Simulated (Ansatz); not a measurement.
## Ga: the change of largest V_zz and pressure with volume scale

Periodic Kohn-Sham DFT of a crystal at fixed atoms, scaled to volume_scale times the given cell; pressure positive in compression, energy less spherical unpolarised free atoms, largest_vzz the field gradient of largest size among the nuclei. The results are calculated, by Ansatz 0.2.0.

The cell before it is scaled or strained (space group Cmce, No. 64):
```
cell vectors (Å)
   2.2553    -3.8224     0.0000
   2.2553     3.8224     0.0000
   0.0000     0.0000     4.5167
atoms (fractions of the cell vectors)
Ga  0.15250  0.84750  0.07850
Ga  0.65250  0.34750  0.42150
Ga  0.84750  0.15250  0.92150
Ga  0.34750  0.65250  0.57850
```

Settings of every row: method all-electron PAW; functional PBEsol; relativity scalar; k mesh 9x9x8; filling fermi-dirac; smearing width 0.05 eV; nucleus gaussian.

Atom start moment: 0 on all atoms.

Limits: no gap: field gradients move with the k mesh.

| row | volume scale | V (Å³/atom) | largest V_zz (1e21 V/m^2) | pressure (GPa) |
| --- | --- | --- | --- | --- |
| 1 | 0.94 | 18.3 | -5.753 | 2.806 |
| 2 | 0.96 | 18.691 | -5.626 | 1.308 |
| 3 | 0.98 | 19.079 | -5.5 | -0.006 |
| 4 | 0.99 | 19.275 | ? | ? |
| 5 | 1 | 19.469 | -5.376 | -1.168 |
| 6 | 1.01 | 19.664 | -5.314 | -1.7 |
| 7 | 1.02 | 19.859 | -5.254 | -2.2 |
| 8 | 1.04 | 20.248 | -5.133 | -3.108 |
| 9 | 1.06 | 20.637 | -5.015 | -3.9 |

Question: what largest V_zz and pressure should row 4 give?

Worked fit of largest V_zz. Take t = volume scale − 1. The shown rows have t = -0.06, -0.04, -0.02, 0, 0.01, 0.02, 0.04, 0.06. Least squares give largest V_zz = −5.3759 + 6.154 × t − 2.26 × t² 1e21 V/m^2; a straight line predicts inner rows, each left out in turn, worse (root mean square 0.0026 against 0.00044 1e21 V/m^2). The rows lie off it by 0.000, 0.000, 0.000, 0.000, 0.001, 0.000, 0.000, 0.000. The withheld row has t = -0.01, so the fit gives −5.3759 + 6.154 × (-0.01) − 2.26 × (-0.01)² = -5.438 1e21 V/m^2.

The calculation gave -5.437 1e21 V/m^2. The fit lies 0.001 1e21 V/m^2 (0.14 % of the column's range) below it, one unit of the last digit.

Worked fit of pressure. Take u = (V_r/V)^(2/3) − 1 with V_r = 19.567 Å³ an atom, which is twice the finite (Eulerian) strain; such expansions in the strain, on which the Birch-Murnaghan equation of state is built, carry the rest volume and the bulk modulus. The shown rows have u = 0.04564, 0.03101, 0.01698, 0.00335, -0.00329, -0.00983, -0.02255, -0.03487. Least squares give pressure = −1.4414 + 79.857 × u + 276.52 × u² + 275 × u³ GPa; a parabola predicts inner rows, each left out in turn, worse (root mean square 0.0054 against 0.003 GPa). The rows lie off it by 0.001, -0.001, -0.002, 0.003, 0.001, 0.000, -0.003, 0.001. The pressure vanishes at u = 0.0170, or V = 19.08 Å³ an atom, and there the bulk modulus at fixed shape and fractions is B = −V dP/dV = (2/3)(1 + u) dP/du = 60.7 GPa. Letting shape and atoms relax would as a rule lower it, by much in layered, chain or molecular crystals. The withheld row has u = 0.01007, so the fit gives −1.4414 + 79.857 × (0.01007) + 276.52 × (0.01007)² + 275 × (0.01007)³ = -0.609 GPa.

The calculation gave -0.605 GPa. The fit lies 0.004 GPa (0.06 % of the column's range) below it; its largest miss of a shown row is 0.003 GPa.
